**PtSe₂ monolayer: the gap under equal in-plane strain**

Positive strain stretches both in-plane directions equally, and the selenium atoms are free to adjust their height. The cell length across the vacuum is kept fixed. The gap runs from the highest filled level (valence edge) to the lowest empty one (conduction edge). Each edge sits at some wave vector k, which states how the phase of the electron wave changes from cell to cell; at Γ it does not change. The unstrained sheet, the zero of the change columns, has a gap of 1.94 eV.

PtSe₂ 1T monolayer under equal in-plane strain, calculated with Ansatz 0.2.0 (HSE06, plane-wave PAW, no spin polarisation, 6×6×1 k mesh plus extra k points from PBE for the gaps). The unstrained cell and the atomic positions at each strain were relaxed with r2SCAN. Changes and energy rises are relative to the unstrained sheet.

| strain (%) | band gap (eV) | band gap change (eV) | least direct gap change (eV) | energy rise per atom (meV) |
| --- | --- | --- | --- | --- |
| -4 | 1.586 | -0.350 | -0.223 | 38.6 |
| -3 | 1.725 | -0.211 | -0.144 | 20.5 |
| -2 | 1.842 | -0.094 | -0.074 | 8.1 |
| -1 | 1.895 | -0.041 | -0.012 | 1.3 |
| 1 | 1.969 | 0.032 | -0.116 | 3.9 |
| 2 | 1.918 | -0.018 | -0.231 | 12.9 |
| 3 | 1.811 | -0.125 | -0.353 | 26.7 |
| 4 | 1.706 | -0.231 | -0.466 | 45.1 |

**1. Which row has the largest gap?**

The row at +1 % does, with 1.97 eV. The fall on either side is uneven. Between −1 and +1 % the gap grows by only about 0.04 eV per % of strain, while beyond +2 % it shrinks by about 0.11 eV per %. A single strain coefficient would therefore mislead anyone who used it over the whole range.

**2. Why does the gap turn down on stretching?**

The valence edge changes its place. Up to +1 % the highest filled level lies at Γ; from +2 % it lies at another k. At +3 % the level at Γ is 0.19 eV below the new edge. Measured from Γ, the gap in that row would be 2.01 eV and still rising, whereas the true gap is 1.81 eV. The peak thus marks a change of valence level; neither the level at Γ nor the conduction edge turns round there.

**3. Why does the level at Γ lose its lead?**

Bonding theory gives a reason. The top level at Γ is a pair of equal energy, as expected for selenium p orbitals lying in the plane. With equal phase in every cell, neighbouring p orbitals meet head-on with opposite signs, which is antibonding and pushes the level up. Stretching weakens this overlap, so the level sinks.

Away from Γ the phase changes between cells and this overlap is less antibonding, so the downward pull is weaker. On the energy scale of the runs the levels that take over even rise on stretching, which would need something else to act there. The outputs give no vacuum level to tie the scales at different strains together, so the rise or fall of any single level in this section is provisional; only spacings between levels in the same run are firm. A clue stands at Γ itself: the single level next below the pair rises by 0.14 eV from 0 to +3 %. A single level fits selenium p orbitals upright on the sheet, though a platinum d orbital along the same axis would be single too. In equal phase upright p orbitals stand side by side and bond; stretching weakens that bond, which would lift the level. The new valence edge rises at a similar rate, which suggests that such orbitals have a share in it.

From −2 % upward the conduction edge, which theory expects to be antibonding between platinum and selenium, sinks as well. It sinks less than the level at Γ, so the gap first widens slowly; against the new valence edge, which rises, the gap narrows. At −4 and −3 % the conduction edge lies at yet another k, and between these two rows the gap changes fastest.

**4. How can the direct gap fall at +1 % while the gap itself rises?**

The two gaps start from different filled levels. A direct gap keeps k fixed, as absorption of light without help from lattice vibrations requires. At +1 % the least direct gap is found at the k of the conduction edge, far from Γ. The filled level there lies 0.31 eV below Γ in the unstrained sheet and 0.12 eV above it at +3 %. It is already gaining on Γ at +1 %, so the direct gap has lost 0.12 eV while the gap from Γ has gained 0.03 eV.

**5. Does enough stretching make the gap direct?**

Not within this range. The least direct gap lies 0.16 eV above the indirect one at +1 % and 0.07 eV above it at +4 %, but most of that approach is over by +2 %. Once the valence edge has left Γ, both gaps start from levels that move almost together, and further stretching lowers both at nearly the same rate.

**6. Why does stretching cost more energy than compression?**

The cell was relaxed with r2SCAN, but the energies are from HSE06, which prefers a slightly smaller cell. Let E be the energy rise per atom in meV and s the strain in %, with E = a s² + b s. The rows at ±1 % give a + b = 3.9 and a − b = 1.3, hence a = 2.6 and b = 1.3. The minimum lies at s = −b/(2a) = −1.3/5.2 = −0.25 %. This is an estimate with selenium kept where r2SCAN puts it, since the atoms were not relaxed with HSE06.

The rows at ±4 % were not used and test the formula. It gives 16 × 2.6 + 4 × 1.3 = 46.8 meV for stretching, where the table has 45.1. For compression it gives 16 × 2.6 − 4 × 1.3 = 36.4 meV, against 38.6. Both misses have the sign expected of real bonds, which soften when stretched and stiffen when squeezed.

**7. Which digits can be trusted, and what would a change of setting do?**

The choice of k points matters a great deal. Read on the regular 6×6 mesh alone, the gap would be 0.27 to 0.42 eV too large and would peak at +2 %, because the mesh steps over the conduction edge and, once the valence edge has left Γ, over that edge too. The table avoids this with extra points located by PBE, a cheaper functional. The HSE06 edges may lie slightly beside them, so a change as small as the −0.012 eV in the direct gap at −1 % should not be interpreted.

Spin–orbit coupling, left out here, would split the pair at Γ and raise its upper member. Theory then expects smaller gaps wherever the valence edge is at Γ, and possibly a peak at larger strain. HSE06 itself tends to put the gap for free electrons and holes in a single sheet too low, often by some tenths of an eV, so even the first decimal is unsure. The rise and fall can be trusted more than the size of any gap or the exact strain of the peak. The differences and the energy estimate are in the output below.

Numerical output:

```
Gap slopes and direct gap:
  row  gap slope from row above in eV per %  least direct gap in eV  direct minus indirect gap in eV  gap on mesh alone in eV  excess of mesh gap in eV
   -4                                   n/a                   2.019                           0.4328                    1.941                    0.3552
   -3                                 0.139                   2.098                           0.3728                    2.047                    0.3223
   -2                                 0.117                   2.168                           0.3258                    2.112                    0.2703
   -1                                 0.053                    2.23                           0.3348                    2.169                    0.2738
    1                                 0.037                   2.126                           0.1578                    2.255                    0.2865
    2                                -0.051                   2.011                          0.09282                    2.286                    0.3676
    3                                -0.107                   1.889                          0.07782                    2.207                    0.3957
    4                                -0.105                   1.776                          0.07082                    2.125                    0.4194
Unstrained gap in eV: 1.936
Unstrained least direct gap in eV: 2.242
Unstrained direct minus indirect gap in eV: 0.3058
Spread of the gap over the rows in eV: 0.383
Gap at +3 % had the valence edge stayed at Gamma in eV: 2.005
Valence edge above the Gamma level at +3 % in eV: 0.1938
Valence level at the conduction-edge point relative to Gamma, unstrained, in eV: -0.3058
Valence level at the conduction-edge point relative to Gamma, at +3 %, in eV: 0.1159
Cost of stretching over cost of compression at 1 %: 3
Cost of stretching over cost of compression at 4 %: 1.168
Mean cost of both signs at 1 % in meV per atom: 2.6
Mean cost of both signs at 4 % in meV per atom: 41.85
Ratio of these mean costs, 16 for a parabola: 16.1
Estimated strain of the HSE06 energy minimum in %: -0.25
```
